# Does a carbon drawn as C=P have the chemical shift of an alkene carbon?

## Question

I am comparing calculated and measured ¹³C chemical shifts for a phosphorus compound and three fluorinated hydrocarbons. The phosphorus compound is trimethylmethylenephosphorane, whose formula draws a double bond between a CH₂ group and phosphorus. The result for that CH₂ carbon is still covered in the table below.

13C chemical shifts against TMS, computed with PySCF 2.14.0 (GIAO, mPW1PW91/pcSseg-1, density fitting, non-relativistic, gas phase) on PBE0-D3(BJ)/def2-SVP geometries, beside measured values. The computed shift is the shielding of TMS at the same level less that of the carbon, averaged over equivalent carbons. Atoms are numbered in SMILES order, hydrogens left out. Tabulated 13C values under 60 ppm on aromatic carbons were left out as increments misread as shifts (not counted).

```tsv
SMILES	atom	medium	computed (ppm)	measured (ppm)	computed less measured (ppm)
C=P(C)(C)C	1	solution	?	?	?
C=P(C)(C)C	3	solution	21.0	19.7	1.3
FC1CCCC1	4	solution	23.3	22.5	0.8
CC(C)(C)F	1	solution	29.8	28.3	1.5
FC1CCCC1	3	solution	35.6	32.8	2.8
CC(C)(C)F	2	solution	90.0	93.5	-3.5
FC1CCCC1	2	solution	96.3	95.5	0.8
Fc1ccccc1	3	CDCl3	120.9	115.32	5.6
Fc1ccccc1	5	CDCl3	128.7	123.98	4.7
Fc1ccccc1	4	CDCl3	135.7	129.96	5.7
Fc1ccccc1	2	DMSO-d6	170.7	162.2	8.5
```

Should I look for this carbon among the alkenes, as the formula suggests, or somewhere else? And can I judge from the other rows how far the calculation will be from the measured value?

## Answer

Start with the chemistry of the carbon, then ask what the method does to carbons of that kind. A chemical shift is the shielding of the reference, TMS, less the shielding of the carbon in question. A low shift therefore means a well-shielded carbon. In `C=P(C)(C)C`, atom 1 is the CH₂ carbon and atom 3 is a methyl carbon on phosphorus.

### Two limits for the bond

Electrons around a nucleus shield it from the applied magnetic field. The field can also mix occupied orbitals with empty ones, and this mixing takes shielding away. It is strong when the empty orbitals lie low, as the antibonding π* orbital of an alkene does. That is why an alkene CH₂ carbon lies near 120 ppm, a rough recalled value, while the carbons of simple alkanes lie far lower.

The first limit for our molecule is an alkene-like double bond, with the π electrons shared between carbon and phosphorus. The carbon would then have an accessible π* orbital and a shift somewhere near 120 ppm.

The second limit is an ylide, P⁺–CH₂⁻, in which the pair drawn as the second bond sits on carbon as a lone pair. Extra electrons make the carbon's valence orbitals swell, which weakens the deshielding currents close to the nucleus. A rough rule, taken from flat π-bonded ions, is 160 ppm of extra shielding per added electron. Half an extra electron would bring an alkene-like carbon down to about 40 ppm, and a whole one to about −40 ppm.

The bonding at phosphorus favours the second limit. This phosphorus atom already has σ bonds to four carbons, so it has no empty p orbital ready for an ordinary π bond. It steadies the lone pair through its antibonding σ* orbitals, but leaves much of the charge on carbon. Simple ylides of this type are recalled to have CH₂ shifts near 0 ppm, which narrows the broad interval from the charge rule.

A phosphaalkene makes a useful contrast. There phosphorus has only two neighbours and does form a true π bond to carbon, and the carbon appears at high shift, with the alkenes or beyond them. SMILES writes `C=P` in both cases. The number of neighbours on phosphorus tells you more about the carbon than the double line does.

### What the method does to the other carbons

The known rows fall into two groups. For the six saturated carbons, computed less measured runs from −3.5 to +2.8 ppm, with a mean of +0.6 ppm. All four kinds of carbon in fluorobenzene come out too high, with a mean error of +6.1 ppm.

A standard explanation is that density functionals tend to exaggerate the deshielding by low-lying π* orbitals. TMS is a saturated reference, so it cannot cancel an error of that origin. The table shows the split between the groups but does not establish its cause, because all the ring carbons belong to one molecule.

The size of the shift is a poorer guide to the error than the type of carbon. The two saturated carbons that carry fluorine were measured near 95 ppm, not far below the lowest ring carbon, yet their errors are −3.5 and +0.8 ppm. They do not share the ring's offset. The value of −3.5 ppm belongs to *tert*-butyl fluoride, and I have no tested explanation for it.

### The estimate, worked through

The simple model adds the mean error of the carbon type to the measured shift:

$$
\delta_{\text{computed}} \approx \delta_{\text{measured}} + \overline{\Delta}_{\text{type}} .
$$

Here $\delta$ is a chemical shift and $\overline{\Delta}_{\text{type}}$ is the mean of computed less measured over the known carbons of one type. The measured CH₂ shift is covered, so the recalled 0 ppm takes its place. I treat the carbon as saturated, because a carbon with a lone pair lacks the low-lying π* orbitals of a ring. The estimate is then

$$
0 + 0.6 = 0.6\ \text{ppm}.
$$

The covered row played no part in the two means. When each known carbon was left out in turn and predicted from the others, the typical miss was 2.2 ppm. A single straight line of computed against measured shift, fitted by least squares to the same ten carbons, gave 3.1 ppm in that test. The split by type is therefore the better description of these rows, though it has seen no carbon with a lone pair.

That gives two forecasts:

- The computed CH₂ shift is 0.6 ppm, with a range from −9.4 to +10.6 ppm. This is far below the alkene carbons and below the methyl carbon of the same molecule.
- Computed less measured is +0.6 ppm, with a range from −5.4 to +6.6 ppm.

Both ranges are judgements. The first allows for the rough recalled shift and for a wrong choice of carbon type. The second is just wide enough to admit the mean error of the ring carbons.

### The result

The withheld rows as computed:

```tsv
SMILES	atom	medium	computed (ppm)	measured (ppm)	computed less measured (ppm)
C=P(C)(C)C	1	solution	-9.2	-1.5	-7.7
```

The chemical part of the forecast holds. The carbon lies far from the alkenes, in the calculation and in the measurement alike, and below the methyl carbon on the same phosphorus. It behaves as the ylide picture says, but this does not prove that picture: a shift alone does not measure the charge on an atom, and the forecast started from recalled shifts of related ylides. The measured value is also close to the recalled 0 ppm, which supports the comparison with related ylides but is no credit to the calculation.

The numerical part does less well. The computed shift of −9.2 ppm is inside the first range by only 0.2 ppm. The second forecast fails: computed less measured is −7.7 ppm, below the lower end of its range.

The miss in the computed shift can be divided exactly, because the model has only two ingredients:

$$
-9.2 - 0.6 = -9.8 = (-1.5) + (-8.3)\ \text{ppm}.
$$

The first part is the difference between the measured shift and the recalled 0 ppm. The second is the difference between the actual error and the mean error of saturated carbons, $-7.7-0.6$. Most of the miss therefore comes from treating the ylide carbon as an ordinary saturated one when judging the method. The rival straight line, given the same recalled 0 ppm, predicts −0.4 ppm and misses by 8.8 ppm, slightly less than the model by type. The split by type was better for the known carbons, but not for this one.

### Why the error forecast failed

The ylide carbon belongs to neither group of known rows. Its error is about as large as the worst one in fluorobenzene, but has the opposite sign: the calculation shields the ylide carbon too much and the ring carbons too little. Moving it to the ring group would have made the forecast worse. The second range took its width from carbons without a lone pair, and so it was too narrow for this one.

The methyl carbon in the same molecule helps to locate the trouble. It too is bonded to phosphorus, and its error is only +1.3 ppm. A fault common to every carbon next to phosphorus, or a general shift of the TMS reference, would have shown up there as well. The large error therefore seems to go with the CH₂ group itself. This is a hint and not a proof. The computed methyl value is the mean over three methyl carbons, which lie near 28, 18 and 18 ppm in the rigid structure, so errors of opposite sign could cancel in it.

Two causes seem plausible to me, and neither has been tested here. A lone pair with much negative charge spreads far from the nucleus, and the small basis sets used for the shielding and the geometry have no diffuse functions to describe that region well. The CH₂ group is also floppy: it can bend between flat and pyramidal shapes and turn about the P–C bond at little cost in energy. The calculation takes one rigid gas-phase structure, while the measurement averages over these motions in solution.

The two can be separated. Repeat both the geometry optimisation and the shielding, for the ylide and for TMS, with larger basis sets that include diffuse functions, then average the shielding over the bending and turning of the CH₂ group. If the first step removes most of the difference, the basis was to blame; if the second does, the rigid structure was. If neither does, the missing solvent, the density functional and the measured value itself remain to be checked.

### Using such shifts to identify a compound

For telling the CH₂ carbon of a simple ylide like this one from an alkene CH₂ carbon, the calculation is good enough. The two lie roughly a hundred ppm apart, and no error in the table reaches 10 ppm. If the signal of a reaction mixture has to be assigned to one or the other, an error of this size will not change the answer.

Finer decisions depend on which carbons are compared. In fluorobenzene the step from the *ortho* carbon (atom 3) to the *meta* carbon (atom 4) is 14.8 ppm computed and 14.6 ppm measured. The two carbons are alike, and their errors nearly cancel.

In the ylide the carbons are unlike, and the cancellation is lost. The methyl carbon lies 30.2 ppm above the CH₂ carbon in the calculation, but only 21.2 ppm above it in the measurement. *Tert*-butyl fluoride warns of the same thing on a smaller scale, since its methyl carbon comes out too high and its C–F carbon too low. Being in one molecule does not make two errors equal.

For the same reason I would not correct all carbons with one offset. An offset taken from fluorobenzene would lower every computed shift by about 6 ppm and push the ylide carbon still further from its measured value. A correction for ylides should come from measured ylides, and this single row can only suggest that one may be needed at this level of theory.
